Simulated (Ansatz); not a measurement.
## CeO₂: the change of energy above given cell and pressure with volume ratio

All results are calculated (Ansatz 0.2.0). Plane-wave density functional theory, PAW datasets, Gaussian smearing 0.05 eV: equation of state, the given zero-pressure cell scaled in volume with shape and atoms relaxed.

The cell before it is scaled or strained (space group Fm-3m, No. 225):
```
CELL_PARAMETERS angstrom
0.00000 2.74880 2.74880
2.74880 0.00000 2.74880
2.74880 2.74880 0.00000
ATOMIC_POSITIONS crystal
Ce 0.00000 0.00000 0.00000
O 0.25000 0.25000 0.25000
O 0.75000 0.75000 0.75000
```

Settings of every row: functional rPW86-PBE; exact exchange fraction 0; fraction rule fixed; exchange screening 0 Å⁻¹; dispersion rVV10; spin treatment none; moment partition spheres; spin axis none; wave cutoff 420 eV; k mesh 8x8x8.

Atom hubbard u: 0 on all atoms.

Limits: no spin-orbit coupling, which matters for these elements.

| row | volume ratio | V (Å³/atom) | energy above given cell (meV per atom) | pressure (GPa) |
| --- | --- | --- | --- | --- |
| 1 | 0.96 | 13.293 | 13.02 | 7.83 |
| 2 | 0.98 | 13.57 | 3.16 | 3.71 |
| 3 | 1 | 13.847 | 0 | 0.01 |
| 4 | 1.02 | 14.123 | 2.93 | -3.31 |
| 5 | 1.04 | 14.4 | ? | ? |

Question: what energy above given cell and pressure should row 5 give?

Worked fit of energy above given cell. Take u = (V_r/V)^(2/3) − 1 with V_r = 13.709 Å³ an atom, which is twice the finite (Eulerian) strain; such expansions in the strain, on which the Birch-Murnaghan equation of state is built, carry the rest volume and the bulk modulus. The shown rows have u = 0.02076, 0.00682, -0.00666, -0.01964. Least squares give energy above given cell = 0.775 + 230.49 × u + 17315.4 × u² meV per atom; a straight line predicts inner rows, each left out in turn, worse (root mean square 4.5 against 0.017 meV per atom). The rows lie off it by 0.00, 0.01, -0.01, 0.00. Its lowest point lies at u = -0.0067, or V = 13.85 Å³ an atom, and the curvature there gives the bulk modulus with shape and atoms relaxed, B = (4/9)(1 + u)² E″(u)/V = 176 GPa. The withheld row has u = -0.03225, so the fit gives 0.775 + 230.49 × (-0.03225) + 17315.4 × (-0.03225)² = 11.35 meV per atom.

The calculation gave 11.2 meV per atom. The fit lies 0.15 meV per atom (1.3 % of the value, 1.2 % of the column's range) above it; its largest miss of a shown row is 0.01 meV per atom. This row lies beyond the range of the fit.

Worked fit of pressure. Take u = (V_r/V)^(2/3) − 1 with V_r = 13.709 Å³ an atom, which is twice the finite (Eulerian) strain; such expansions in the strain, on which the Birch-Murnaghan equation of state is built, carry the rest volume and the bulk modulus. The shown rows have u = 0.02076, 0.00682, -0.00666, -0.01964. Least squares give pressure = 1.804 + 274.86 × u + 739 × u² GPa; a straight line predicts inner rows, each left out in turn, worse (root mean square 0.19 against 0.0075 GPa). All shown rows lie on it to the printed digit. The pressure vanishes at u = -0.0067, or V = 13.85 Å³ an atom, and there the bulk modulus with shape and atoms relaxed is B = −V dP/dV = (2/3)(1 + u) dP/du = 175 GPa. The withheld row has u = -0.03225, so the fit gives 1.804 + 274.86 × (-0.03225) + 739 × (-0.03225)² = -6.29 GPa.

The calculation gave -6.29 GPa. The fit meets it to the printed digit. This row lies beyond the range of the fit.
